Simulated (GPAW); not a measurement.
# Static electronic dielectric constant of SnO2 along x under scissors shifts of 0 to 2 eV (PBE, RPA)

We ask how strongly a scissors shift changes ε∞ of SnO2 calculated from PBE bands, and how accurately the shift must be known if one is applied. PBE gaps are too small, and raising the empty bands is the cheapest repair. A shift chosen to mend the gap also changes the screening, however, and ε∞ enters refractive indices and defect corrections.

We calculate the RPA dielectric constant with clamped ions for six shifts, with all other settings held fixed. Each value is measured against the unshifted run, ε∞ = 4.16. The field lies along x, which is equivalent to y in this tetragonal crystal; the response along z was also computed but is not tabled.

## Systems and settings

The measured cell of a diffraction database, fixed. GPAW 26.7.0, plane waves with PAW (cutoff 500 eV), no spin polarisation, no spin-orbit coupling, clamped ions. Each name gives functional, response level, k mesh, size of the sum over states, local-field cutoff and any scissors shift of the empty bands; line broadening 0.15 eV. The smallest direct gap met on these meshes is 1.28 eV. All ran on Intel(R) Xeon(R) 6975P-C (Granite Rapids), shared with other work, so times are rough. The same in all rows: bands in the sum: 60; local-field cutoff: 50 eV; k-point spacing: 0.22 1/Å.

Notes on method and selection:

- Spin-orbit coupling is left out; with atoms heavier than cadmium it mostly narrows gaps and raises ε∞.
- Meshes coarser than about 0.2 1/Å can put ε∞ too high by tens of per cent where the direct gap is small.
- Runs that did not converge, have known faults or may not be shown are not listed, and runs on Ansatz's PAW sets soft_1 and soft_2 are kept to separate tables.

Columns:

- scissors (eV): scissors shift.
- ε∞: real dielectric constant at zero frequency, field along x.
- cost (core-s): processor time of the response step.

## Table of results

| member | scissors (eV) | ε∞ | cost (core-s) |
| --- | --- | --- | --- |
| PBE, RPA, 6×6×9, 60 bands, 50 eV | 0.0 | 4.16 | 20 |
| PBE, RPA, 6×6×9, 60 bands, 50 eV, scissors 0.4 eV | 0.4 | 3.99 | 19 |
| PBE, RPA, 6×6×9, 60 bands, 50 eV, scissors 0.8 eV | 0.8 | 3.84 | 21 |
| PBE, RPA, 6×6×9, 60 bands, 50 eV, scissors 1.2 eV | 1.2 | 3.72 | 23 |
| PBE, RPA, 6×6×9, 60 bands, 50 eV, scissors 1.6 eV | 1.6 | 3.60 | 20 |
| PBE, RPA, 6×6×9, 60 bands, 50 eV, scissors 2 eV | 2.0 | 3.50 | 20 |

## The trend and its physics

ε∞ falls at every step, from 4.16 without a shift to 3.50 at 2.0 eV, a loss of 16%. The fall slows down: the first 0.4 eV removes 0.17, the last 0.4 eV only 0.10.

A model with two parameters follows from three assumptions.

First, the shift Δ raises every empty band equally and leaves the wavefunctions, and so the dipole matrix elements dᵢ, unchanged. Perturbation theory then gives, for transitions i of unshifted energy Eᵢ,

ε∞ − 1 = C Σᵢ |dᵢ|² / (Eᵢ + Δ),

where C collects the constants.

Second, all transitions are given one effective energy W₀. With B = C Σᵢ |dᵢ|² this becomes

ε∞ − 1 = B / (W₀ + Δ).

Third, local fields, which oppose the applied field, are represented by a constant L that does not depend on Δ:

1/(ε∞ − 1) = (W₀ + Δ)/B + L.

The constant can be absorbed by writing W = W₀ + L·B, which leaves

ε∞ = 1 + B / (W + Δ).

W is therefore an average transition energy raised by local fields, and should not be read as a gap. The slope is −(ε∞ − 1)/(W + Δ), which weakens as Δ grows, as the table shows.

The model also explains why the response is mild. A shift of 2.0 eV takes the smallest direct gap on the mesh from 1.28 eV to 1.28 + 2.0 = 3.28 eV, a factor of 2.6, yet ε∞ − 1 falls only from 4.16 − 1 = 3.16 to 3.50 − 1 = 2.50, or by 21%. Most of the screening comes from transitions well above the band edge, for which 2 eV is a modest change. This agrees with the known character of SnO2, whose lowest direct transition is dipole-forbidden.

## The model against the table

We fix the model on the unshifted run and on the run with a scissors shift of 2 eV. Equating B in the two rows gives 3.16 × W = 2.50 × (W + 2.0), and hence

- W = 2.50 × 2.0 / (3.16 − 2.50) = 7.58 eV
- B = 3.16 × 7.58 = 23.95 eV

The other four members then follow without further adjustment:

- Scissors 0.4 eV: 1 + 23.95 / (7.58 + 0.4) = 4.00; the table has 3.99.
- Scissors 0.8 eV: 1 + 23.95 / (7.58 + 0.8) = 3.86; the table has 3.84.
- Scissors 1.2 eV: 1 + 23.95 / (7.58 + 1.2) = 3.73; the table has 3.72.
- Scissors 1.6 eV: 1 + 23.95 / (7.58 + 1.6) = 3.61; the table has 3.60.

The typical miss is 0.01. The same four rows lie on average 0.13 from the mean of the whole table, (4.16 + 3.99 + 3.84 + 3.72 + 3.60 + 3.50) / 6 = 3.80, so the model captures nearly all of the variation.

A straight line through the same two anchors is a stricter comparison. It falls by 0.66 / 2.0 = 0.33 per eV and gives 4.16 − 0.33 × 0.8 = 3.90 at 0.8 eV, which is 0.06 too high. Over the four rows the line misses by 0.03 to 0.06. The curvature in the model is therefore needed, though a linear estimate would serve where an error of 0.06 is acceptable.

## Members off the line

The model lies above the table in all four test rows. At 1.2 and 1.6 eV the excess is within what rounding of the row and of the two anchors can produce, about 0.01, and at 0.4 eV it is barely beyond. At 0.8 eV it is 0.018, so about 0.008 remains.

The second assumption is the likeliest to fail. Real transitions are spread in energy, and the low ones lose weight fastest as Δ grows. This makes the true curve sag below a single-energy curve drawn through the same end points, which is the sign found. To lowest order, a spread s (standard deviation) multiplies B/(W + Δ) by 1 + s²/(W + Δ)². Compared with the single-energy curve through the end points at 0 and 2 eV, this leaves a sag at mid-range of roughly B·s²·(1 eV)²/(W + 1 eV)⁵, so 0.008 needs s of about 4 eV. That is plausible for a wide-band oxide, but a numerical error of 0.01 in the response step would do as well.

The first assumption fares better than its usual rival. If oscillator strengths were fixed instead of dipole elements, ε∞ − 1 would vary as 1/(W + Δ)². Since (W + 2.0)²/W² must then equal the ratio of the two anchor values of ε∞ − 1, W would be about 16 eV. At a shift of 0.8 eV, W + Δ is 16 + 0.8 = 16.8 eV, which gives 1 + 3.16 × 16 × 16 / (16.8 × 16.8) = 3.87 against 3.84 in the table, a larger miss than that of the model.

## Summary

Between 0 and 2 eV, ε∞ = 1 + B/(W + Δ) reproduces the table to 0.02. An error of 0.4 eV in the shift changes ε∞ by 0.10 to 0.17, so the shift need not be known closely.

Whether to apply it is a separate matter. RPA omits the electron–hole attraction, which would raise ε∞ and so offset part of the reduction. A shift fitted to the gap should therefore not be assumed to improve ε∞.

The k mesh, slightly coarser than advisable, may also leave ε∞ too high. The values must not be compared with the full static constant, which in polar oxides is larger by several units because the ions respond too.
